**The $cB\Omega$ model in a soft-sphere crystal: sodium under pressure**

Self-diffusion by vacancies in a bcc metal obeys $D=f a^2\nu\,e^{-g/k_BT}$. Here $a$ is the cube edge, $f$ the correlation factor, $\nu$ the attempt frequency, and $g$ the Gibbs energy of the saddle configuration relative to the perfect crystal at the same $T$ and $P$ (formation plus migration). The $cB\Omega$ model of Varotsos and Alexopoulos sets $g=cB\Omega$, with $\Omega$ the volume per atom, $B=-\Omega(\partial P/\partial\Omega)_T$ the isothermal bulk modulus, and $c$ independent of both $T$ and $P$. The volume expansivity is $\alpha_V=\Omega^{-1}(\partial\Omega/\partial T)_P$.

**Predict.** Write down $s=-(\partial g/\partial T)_P$, $h=g+Ts$ and $v=(\partial g/\partial P)_T$. Where does $c$ survive?

The product rule, with $(\partial\Omega/\partial P)_T=-\Omega/B$ and $B'=(\partial B/\partial P)_T$, gives

$$s=-c\Omega\left[\left(\frac{\partial B}{\partial T}\right)_P+\alpha_VB\right],\quad h=c\Omega\left[B-T\alpha_VB-T\left(\frac{\partial B}{\partial T}\right)_P\right],\quad v=c\Omega(B'-1).$$

The constant cancels from $s/h$ and from $v/g=(B'-1)/B$, which therefore depend on bulk data alone. A model in which $c$ is exactly constant shows what this requires.

**The crystal**

Take $N$ atoms in a volume $V$, held on bcc sites, with three terms in the Helmholtz energy.

1. A pair repulsion $\propto r^{-3m}$, cut off at $1.2a$, the cut-off scaling with the lattice. In the perfect crystal it gives $u=A\Omega^{-m}$ per atom.
2. A cohesive term $P_0V$ that ignores structure, a caricature of the electron gas.
3. Classical Einstein modes of frequency $\omega=\omega_0e^{-\lambda V/N}$. Their free energy $3Nk_BT\ln(\hbar\omega/k_BT)$ equals $-\kappa TV$ plus a function of $T$ alone, with $\kappa=3k_B\lambda$. This law is postulated and is not derived from the repulsion. The Grüneisen parameter is $\gamma=\lambda\Omega$.

**Predict.** In which combination do $P$ and $T$ enter the equation of state?

The volume-dependent part of the Gibbs energy per atom is $A\Omega^{-m}+P^*\Omega$ with $P^*=P+P_0-\kappa T$. Minimising over $\Omega$ gives $P^*=mu/\Omega$, so $\Omega\propto P^{*\,-1/(m+1)}$ and

$$B=(m+1)P^*,\quad B'=m+1,\quad \alpha_VB=\kappa,\quad \left(\frac{\partial B}{\partial T}\right)_P=-(m+1)\kappa,\quad B\Omega=m(m+1)\,u .$$

On each isotherm this is the Murnaghan equation. The crystal is a pure power-law solid under the effective pressure $P^*$, and $u$ is its only energy scale.

**The saddle**

Put the $N$ atoms on a lattice of $N+1$ sites, with one atom midway between two empty neighbouring sites and all others frozen. One mode of the jumper is factored out as $\nu=\omega/2\pi$, and the others keep the frequency $\omega$. The defect shifts the equilibrium site volume by $O(1/N)$. Because the Gibbs energy is stationary in that volume, the shift changes $g$ only by $O(1/N)$, and we may use the $\Omega$ of the perfect crystal.

**Predict.** What does an empty site cost in units of $u$?

Removing an atom from the full lattice of $N+1$ atoms subtracts $2u$ from $(N+1)u$, so the pair energy changes by $-u$ relative to $Nu$. The extra site adds $P^*\Omega=mu$. The unrelaxed vacancy costs $(m-1)u$ on any lattice. Moving a neighbour to the midpoint adds $bu$, where $b$ is a ratio of two energies that both scale as $a^{-3m}$ and is thus a pure number. Then

$$g=(m-1+b)\,u=cB\Omega,\qquad c=\frac{m-1+b}{m(m+1)} .$$

Take $m=3$, so $B'=4$, and measure pair energies in units of the value at $r=a$. A lattice atom has 8 neighbours at $0.866a$, each contributing $\phi_1=(4/3)^{9/2}=3.649$, and 6 at $a$. Their sum is $S_0=8\phi_1+6=35.195=2u$. The atom at $(\tfrac14,\tfrac14,\tfrac14)a$ has 6 neighbours at $\sqrt{11}\,a/4=0.829a$ and 6 at $\sqrt{19}\,a/4=1.090a$, so $S^\ddagger=6(16/11)^{9/2}+6(16/19)^{9/2}=35.160$. Before the move the atom sat beside the vacancy with energy $S_0-\phi_1$. Hence

$$b=\frac{S^\ddagger-S_0+\phi_1}{S_0/2}=0.2054,\qquad c=\frac{2.2054}{12}=0.1838 .$$

The midpoint is a true saddle for the jumper. It is an inversion centre on a threefold axis, the curvature along $[111]$ from the twelve neighbours is negative, and the positive Laplacian of $r^{-9}$ then makes the two equal transverse curvatures positive.

Moving the cut-off to $1.6a$ changes $c$ to 0.186. Relaxing a fixed set of neighbours lowers $c$ and leaves it a pure number. The freezing is part of the model, since its static bcc lattice is slightly unstable against tetragonal shear. The value of $c$ belongs to the model, while its constancy follows from scaling.

**Comparison with the general formulas**

**Predict.** Here $g\propto\Omega^{-m}$, with no explicit $T$. Differentiate it directly, without the formulas above.

Since $\partial\ln\Omega/\partial T=\alpha_V$ and $\partial\ln\Omega/\partial P=-1/B$,

$$s=m\alpha_Vg,\qquad h=(1+m\alpha_VT)\,g,\qquad v=\frac{mg}{B}=mc\,\Omega .$$

The general formulas give $s=-c\Omega[-(m+1)\kappa+\kappa]=mc\Omega\kappa$, which is $m\alpha_Vg$ because $\kappa=\alpha_VB$, and $v=c\Omega(B'-1)=mc\Omega$. The two routes coincide at every $T$ and $P$, and $b$ is absent from

$$\frac{s}{h}=\frac{m\alpha_V}{1+m\alpha_VT},\qquad \frac{v}{g}=\frac{m}{B}.$$

**Numbers for Na**

As typical inputs at 300 K and $P=0$ take $\Omega=39.5$ Å$^3$, $B=6.3$ GPa, $\alpha_V=2.1\times10^{-4}$ K$^{-1}$ and $B'=4$. They fix $B\Omega=1.553$ eV, $P^*=1.575$ GPa, $\kappa=1.323$ MPa/K, $(\partial B/\partial T)_P=-5.29$ MPa/K and $\gamma=\kappa\Omega/3k_B=1.26$.

**Predict.** Apply 0.5 GPa at 300 K. Which of $g$, $h$, $s$, $v$ rise and which fall?

$P^*$ grows by the factor $x=2.075/1.575=1.317$. The closed forms give $\Omega\propto x^{-1/4}$, $B\propto x$, $\alpha_V\propto x^{-1}$, $g\propto x^{3/4}$, and $v,\,s\propto x^{-1/4}$. The model's values are:

| quantity | $P=0$ | $P=0.5$ GPa |
|---|---|---|
| $\Omega$ (Å$^3$) | 39.5 | 36.87 |
| $B$ (GPa) | 6.3 | 8.3 |
| $g$ (eV) | 0.2854 | 0.3510 |
| $h$ (eV) | 0.339 | 0.401 |
| $s$ ($k_B$) | 2.09 | 1.95 |
| $v$ (Å$^3$) | 21.8 | 20.3 |
| $v$ (cm$^3$/mol) | 13.1 | 12.2 |
| $s/h$ ($10^{-4}$ K$^{-1}$) | 5.30 | 4.18 |
| $v/g$ (GPa$^{-1}$) | 0.476 | 0.361 |

The ratio $v/\Omega=3c=0.551$ stays fixed. The exponent $g/k_BT$ rises by 2.54, against 2.63 from the linear estimate $v(0)P/k_BT$, so $\ln D$ curves upward with pressure. The slope of $\ln D$ also contains the prefactor. With $a^2\propto\Omega^{2/3}$, $\partial\ln\nu/\partial\ln\Omega=-\gamma$ and constant $f$,

$$-k_BT\left(\frac{\partial\ln D}{\partial P}\right)_T=v-\frac{k_BT\,(\gamma-2/3)}{B},$$

and the correction is 0.39 Å$^3$ at $P=0$, which is 1.8 per cent of $v$.

The ratios need no lattice sums, so they carry over to a wiring metal. For Cu with typical $B=140$ GPa and $B'=5$, the model's $v/g$ is 0.029 GPa$^{-1}$, and a hydrostatic compression of 0.2 GPa raises $g$ by 0.6 per cent.

**What the constancy of $c$ rests on**

**Predict.** Let $\omega$ depend on the volume per site instead of the volume per atom, so that an empty site softens no mode. The perfect crystal is unchanged. Is $c$ still constant?

The thermal term becomes $-\kappa TN\Omega$, and the extra site costs $(P+P_0)\Omega=P^*\Omega+\kappa T\Omega$. Then $\tilde g=g+\kappa T\Omega=(c+\alpha_VT)B\Omega$. The added 0.098 eV turns the coefficient into 0.247 at 300 K and $P=0$, and makes it vary with $T$ and $P$. The entropy becomes $\tilde s=s-\kappa\Omega(1+\alpha_VT)=-1.94\,k_B$. Identical bulk data thus allow entropies of opposite sign.

The identity behind this holds for any defect. Treat $g$ as a function of $T$ and the host volume $\Omega$, and use $(\partial P/\partial T)_\Omega=\alpha_VB$:

$$s=\alpha_VB\,v-\left(\frac{\partial g}{\partial T}\right)_\Omega .$$

The $cB\Omega$ model assumes that the last term equals $-c\Omega(\partial B/\partial T)_\Omega$, so that local changes of vibration follow the bulk modulus. In the first version both vanish and $s=\kappa v$. In the second the last term is $-\kappa\Omega$, nearly twice the size of the entropy that the first version predicts, while $(\partial B/\partial T)_\Omega$ is still zero.

For real sodium near room temperature, typical knowledge puts $h$ near 0.42 eV and $v$ near $\Omega/2$, or $v/h\approx0.29$ GPa$^{-1}$. The model's $v/h=m/[B(1+m\alpha_VT)]$ is 0.40 GPa$^{-1}$, high by roughly a third. No choice of $c$ removes this gap, since $c$ cancels from the ratio.